## Results and discussion

Whether a photon or electron beam can strip a given zirconium ion further, or open a hole in its $n=4$ shell, depends on where the beam energy lies relative to the removal energy. The choice is between a hand estimate and a calculation, and the simplest estimate, a straight line through the two preceding ions, has its largest miss in eV at one ion. The 4p values of Zr5+ and Zr6+, continued in a straight line, put Zr7+ at $112.37 + 16.15 = 128.52$ eV, while spin-polarised non-relativistic PBE gives 134.30 eV. A beam set just above the extrapolated value would fall almost 6 eV short of the computed threshold. A counting rule with five constants per column repairs this.

Spherical Kohn-Sham calculations for the Zr atom and its ions with the radks radial solver with Libxc: PBE, spin-polarised, non-relativistic, point nucleus. Removal energies are differences of total energies for taking out one 4p or one 4s electron with full relaxation, the remaining ion being filled with parallel spins first.

```
species   Z  charge (e)  electrons                      configuration  removal energy (4p) (eV)  removal energy (4s) (eV)  leaves first
     Zr  40           0         40             [Kr] (4d up)3 (5s up)1                    33.379                    53.660            5s
    Zr+  40           1         39                      [Kr] (4d up)3                    40.449                    60.745            4d
   Zr2+  40           2         38                      [Kr] (4d up)2                    52.282                    72.817            4d
   Zr3+  40           3         37                      [Kr] (4d up)1                    65.685                    86.524            4d
   Zr4+  40           4         36                  [Ar] 3d10 4s2 4p6                    80.334                    101.53            4p
   Zr5+  40           5         35  [Ar] 3d10 4s2 (4p up)3 (4p down)2                    96.218                    117.94            4p
   Zr6+  40           6         34  [Ar] 3d10 4s2 (4p up)3 (4p down)1                    112.37                    134.63            4p
   Zr7+  40           7         33             [Ar] 3d10 4s2 (4p up)3                    134.30                    151.56            4p
   Zr8+  40           8         32             [Ar] 3d10 4s2 (4p up)2                    152.13                    171.26            4p
   Zr9+  40           9         31             [Ar] 3d10 4s2 (4p up)1                    170.08                    191.50            4p
```

The two energy columns give the relaxed cost $I$ of taking one 4p or one 4s electron from the ion in the stated configuration, where up and down label the spin. The last column names the sub-shell that is cheapest to ionise. From Zr4+ on this is 4p, so the 4p column is the ionisation energy. From Zr to Zr3+ a 5s or 4d electron goes first, and both columns are energies of inner holes.

### What each lost electron is worth

If the total energy is expanded to second order in the occupations, each electron already lost from shell $j$ raises $I$ by a fixed amount $U_j$, the repulsion it exerted on the $n=4$ electron. A spherical shell of charge at radius $r$ produces the constant potential $e^2/r$ inside it, so $U_j \approx e^2/r_j$ for a shell outside the hole. Diffuse shells then give small steps, and a shell wholly outside shifts 4p and 4s equally.

The first steps of the table agree with both consequences. Loss of the 5s electron, from Zr to Zr+, raises the 4p value by 7.07 eV and the 4s value by 7.09 eV. Loss of the first 4d electron raises them by 11.83 and 12.07 eV. This step is larger because 4d lies closer in, and the slight inequality is what its overlap with the $n=4$ core would cause, the more compact 4s feeling more of the 4d charge. Loss of a 4p electron, from the shell of the hole itself, costs more again, at least 15.88 eV in every such step. The ordering is in the numbers, while its reading in terms of radii is electrostatic argument.

### The jump at Zr7+

Electrons of parallel spin avoid each other, which lowers the energy by an exchange amount $K$ per pair. An electron that leaves gives up $K$ for each of its $m$ parallel 4p partners. The ion left behind keeps its spins parallel as far as possible, so up to Zr6+ the 4p electron removed is spin-down. In Zr4+, Zr5+ and Zr6+ it has $m = 2, 1, 0$. In Zr7+ no down electron remains, the half-filled up set must be broken, and $m$ returns to 2 before falling to 1 and 0.

An ordinary step along the 4p series is therefore $U_p - K$, and the step into Zr7+ is $U_p + 2K$. The table has 21.93 eV for that step, between neighbours of 16.15 and 17.83 eV with mean 16.99 eV. The excess of 4.94 eV is $3K$, so $K \approx 1.6$ eV. This is the standard stability of a half-filled shell. The position of the jump follows from the filling rule imposed on the calculation and so tests nothing; its size is a computed result. Pair counting is also only an image of a spherical density-functional atom, whose exchange depends on the spin densities.

By the same filling rule the 4s electron removed is spin-down in every open-shell row, and its partners are the down 4p electrons. Their number runs 3, 2, 1, 0 from Zr4+ to Zr7+ and stays at zero. No jump occurs at Zr7+, where the step is 16.93 eV, but the next step is 19.70 eV, as the counting expects once the lost 4p electron is spin-up and no partner of the 4s electron removed. The 4s–4p difference accordingly drops from 22.26 eV at Zr6+ to 17.26 eV at Zr7+ and recovers to 21.42 eV at Zr9+. The dip records which spin leaves, and does not mean that the two orbitals approach each other. For a neighbouring element the same counting places the 4p jump at the ion with 33 electrons, Y6+ or Nb8+, with different constants.

### The rule and two estimates

With closed-shell Zr4+ as origin and $n_{4d}$, $n_{5s}$, $n_{4p}$ the occupations,

$$I = I_0 - U_d\,n_{4d} - U_s\,n_{5s} + U_p\,(6 - n_{4p}) + K\,(m - m_0),$$

where $m_0$ is the value of $m$ in Zr4+, 2 for 4p and 3 for 4s. The constants come from linear least squares over all ten rows of each column, rounded to 0.5 eV. In the order $I_0, U_d, U_s, U_p, K$ they are 79.0, 13.0, 6.5, 18.5, 1.5 eV for 4p and 101.0, 13.5, 6.5, 20.0, 3.0 eV for 4s. Through $e^2/U$ the 4p fit implies radii near 4.2, 2.1 and 1.5 bohr for 5s, 4d and 4p, plausible sizes but no measurement, since relaxation is folded into each $U$.

Zr2+ has two 4d electrons and a full 4p shell with $m = m_0$. Its 4p estimate is $79.0 - 2(13.0) = 53.0$ eV against 52.282 eV, and its 4s estimate is $101.0 - 2(13.5) = 74.0$ eV against 72.817 eV. Zr7+ has lost three 4p electrons. For 4p, $m = 2$ and $I = 79.0 + 3(18.5) = 134.5$ eV against 134.30 eV. For 4s, $m = 0$ and $I = 101.0 + 3(20.0) - 3(3.0) = 152.0$ eV against 151.56 eV. Both ions were part of the fit.

### Accuracy

The rounded rule reproduces every entry within 1.7% of the tabulated value, with rms errors of 0.77 eV for 4p and 0.63 eV for 4s. Five constants on ten rows flatter these figures. Predicting each ion from a fit to the other nine rows gives 1.52 and 1.09 eV rms, with a worst miss near 2.5 eV, and this is the fairer error bar. Neutral Zr alone fixes $U_s$ and cannot be checked this way.

The remaining error is systematic. The three 4d steps in the 4p column grow as 11.83, 13.40 and 14.65 eV, as contraction of the orbitals with rising charge would make them, and a constant $U_d$ can only average them. Adding a term in the square of the charge to the same fit leaves the 4p value of $K$ at 1.60 eV but moves the 4s value from 3.07 to 0.80 eV. That single curvature has to serve the 4d and 4p ranges alike. The 4s steps themselves break by 2.77 eV, from 16.93 to 19.70 eV, while the other consecutive steps along the 4p series differ by about half an eV or less. The break is real, but the fitted 4s constant trades against $U_p$ and curvature, and neither 3.07 nor 0.80 eV should be read as an exchange integral.

Dropping $K$, or fitting a plain quadratic in the charge, leaves 4p misses of nearly 3 eV at or beside the jump. Slater's rules, used as a difference of total energies with nothing fitted, give one number for 4s and 4p together. Relative to the 4p column it is 3% high from Zr7+ on, 10% high at Zr4+ and 84% high at Zr. From Zr4+ on, where no 4d electron is present, the Slater number lies between the two columns, and at Zr4+ its 88.6 eV is close to their occupation-weighted mean of 85.6 eV, so much of the excess there comes from lumping 4s with 4p. A likely reason for its growth from Zr4+ down to Zr is that the rules make 4d too diffuse: $n^{*2}/Z_\mathrm{eff}$ with $n^* = 3.7$ and $Z_\mathrm{eff} = 4$ is 3.4 bohr, so each 4d electron lowers the hole energy too little.

### Range of the rule

At the low end, the computed Zr ($4d^3 5s^1$) and Zr+ ($4d^3$) are not the established ground configurations $4d^2 5s^2$ and $4d^2 5s^1$. Semilocal functionals favour d over s, and neglect of relativity does the same; these results do not separate the two. For $4d^2 5s^2$ the rule would give $79.0 - 26.0 - 13.0 = 40.0$ eV rather than 33.5 eV for the 4p hole, but this lies outside the fit and is likely a few eV too high: $U_s$ comes from one row, and the constant $U_d$ of 13.0 eV exceeds the 11.83 eV step found at low charge. At the high end the 4p shell is empty after Zr9+ and the counting stops.

Within the range the rule imitates a spherical high-spin average, not a measured level. Multiplets are unresolved, and the 4p spin-orbit splitting, roughly 2 eV as a recalled figure for Zr5+, is as large as $K$ and as the error of the rule. A real 4s hole mixes with configurations such as $4p^4 4d$, which a single configuration cannot describe, and scalar relativity, absent here, contracts 4s and raises its removal energy by a few eV while moving 4p much less, so the 4s estimate is the less safe guide to a spectrum. For the tabulated configurations, a beam more than about 3 eV from an estimate lies on the same side of the non-relativistic computed value. A closer one, or any 4s case within several eV, calls for a relativistic, term-resolved calculation.
